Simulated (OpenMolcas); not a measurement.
C2H3In: a line through the functionals

The species is C2H3In (6 atoms), meant as a singlet with charge 0. As SMILES, `C#[C][InH2]`. The shape is that of a PBE0-D4/def2-TZVP optimisation.

The vertical energy of the triplet above the singlet y, in eV, basis def2-SVPD with a core potential; a is the functional's share of exact exchange. Programs: OpenMolcas 26.06.

```
functional     program     a  y (eV)
       PBE  OpenMolcas     0    3.95
    r2SCAN  OpenMolcas     0    4.02
     B3LYP  OpenMolcas   0.2       ?
      PBE0  OpenMolcas  0.25    4.32
     BHLYP  OpenMolcas   0.5    4.63
```

**Question.** Fit y = c + s·a to the known rows and predict B3LYP.

**Answer.** 
1. Means of the 4 rows: a = 0.1875, y = 4.230.
2. Σ(Δa)² = 0.17188, Σ(Δa·Δy) = 0.2225, so the slope is 0.2225/0.17188 = 1.2945.
3. Intercept: 4.230 − (1.2945) × 0.1875 = 3.987. The largest residual of the fit is 0.037.
4. B3LYP: 3.987 + (1.2945) × 0.2 = 4.25 eV.

The run gave 4.27 eV, so the prediction is off by -0.02 eV, within the largest residual. The rows mix families of semi-local functionals, which the line can't see. Spin-orbit coupling is left out.

The singlet lies below the triplet at this geometry with every functional, and the gap widens as the share of exact exchange grows, from 3.95 eV with PBE to 4.63 eV with BHLYP. PBE and r2SCAN differ although neither contains exact exchange, so the semi-local part matters too; the step from PBE to PBE0 is the cleaner measure of the admixture. A singlet ground state fits trivalent indium, whose valence electrons are all paired in bonds to carbon and hydrogen, leaving an empty 5p orbital. That orbital offers a natural acceptor for an electron from the alkynyl π system or the In–C and In–H bonds, and the rise probably reflects how exact exchange penalises such a partly charge-transferring promotion, though total energies alone do not identify the orbitals involved. Because the triplet could relax by bending the alkynyl unit or pyramidalising at indium, these vertical values do not give the adiabatic gap.
